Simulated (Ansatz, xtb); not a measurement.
## BH3SeSi: which of two isomers lies lower

Structure X: `[SiH3]B=[Se]`, a singlet. Structure Y: `B1[SiH2][Se]1`, a singlet. Both are isolated molecules in the gas phase, relaxed with PBE0-D3(BJ)/pcseg-1.

Task: Estimate E(Y) − E(X) at the level CCSD(T)/def2-TZVPP.

Result: Calculated at CCSD(T)/def2-TZVPP: E(Y) − E(X) = +3.3 kcal/mol, so structure X lies lower.

The same difference at several levels:

```tsv
level	geometry	E(Y) − E(X) (kcal/mol)	departure from the last row (kcal/mol)	job, with rough time for the two
GFN2-xTB	GFN2-xTB	+1.3	−2.0	optimisation, 0.13 s
HF/STO-3G	GFN2-xTB	+19.1	+15.8	single point, 0.24 s
r2SCAN-D4/def2-SVP	GFN2-xTB	+3.2	−0.1	single point, 2 s
PBE0-D3(BJ)/pcseg-1	PBE0-D3(BJ)/pcseg-1	+0.4	−2.9	optimisation, 11 s
HF/def2-TZVPP	PBE0-D3(BJ)/pcseg-1	+5.9	+2.6	part of the CCSD(T) run
MP2/def2-TZVPP	PBE0-D3(BJ)/pcseg-1	+2.1	−1.2	part of the CCSD(T) run
CCSD(T)/def2-TZVPP	PBE0-D3(BJ)/pcseg-1	+3.3		single point, 49 s
```

As drawn, Y has 1 Se–Si, 1 B–Se, 1 B–H in place of 1 B=Se, 1 Si–H. Structure X has no ring, Y a 3-membered ring.

PBE0-D3(BJ)/pcseg-1 finds them nearly level. The largest departure from CCSD(T)/def2-TZVPP is that of HF/STO-3G, 15.8 kcal/mol.

With harmonic frequencies from PBE0-D3(BJ)/pcseg-1 (ideal gas, rigid rotor, one conformer each, 298.15 K, 1 atm): the zero-point term adds +0.7 kcal/mol; ΔH is +3.6 and ΔG +3.8 kcal/mol.

The correlated steps freeze 15 core orbitals; the filled d shell of Se is correlated, in a basis made for valence electrons. Codes used: Ansatz 0.2.0, xtb 6.7.1; the last row on 2 threads of Arm Neoverse V2 on a shared host.

The open selenoxoborane lies below the ring at every level, but only by a few kcal/mol at the correlated ones, which points to a near-cancellation of large bonding terms. In X, two-coordinate boron forms a short, strong bond to selenium, with lone-pair donation into its empty p orbital adding to the formal double bond. Y gives up part of that π bonding and takes on ring strain, but gains a Se–Si σ bond and exchanges Si–H for a stronger B–H bond.

Correlation favours the compact ring, lowering the gap from +5.9 at Hartree–Fock to +3.3 kcal/mol with CCSD(T); MP2 overshoots this shift. The much larger HF/STO-3G value probably reflects mainly the lack of polarisation functions, which the bent bonds of a small ring need badly. The zero-point term also favours X, as expected when a Si–H stretch is replaced by a stiffer B–H stretch. The free-energy difference supports a preference for X at equilibrium between these two isomers, but says nothing about the barrier separating them.
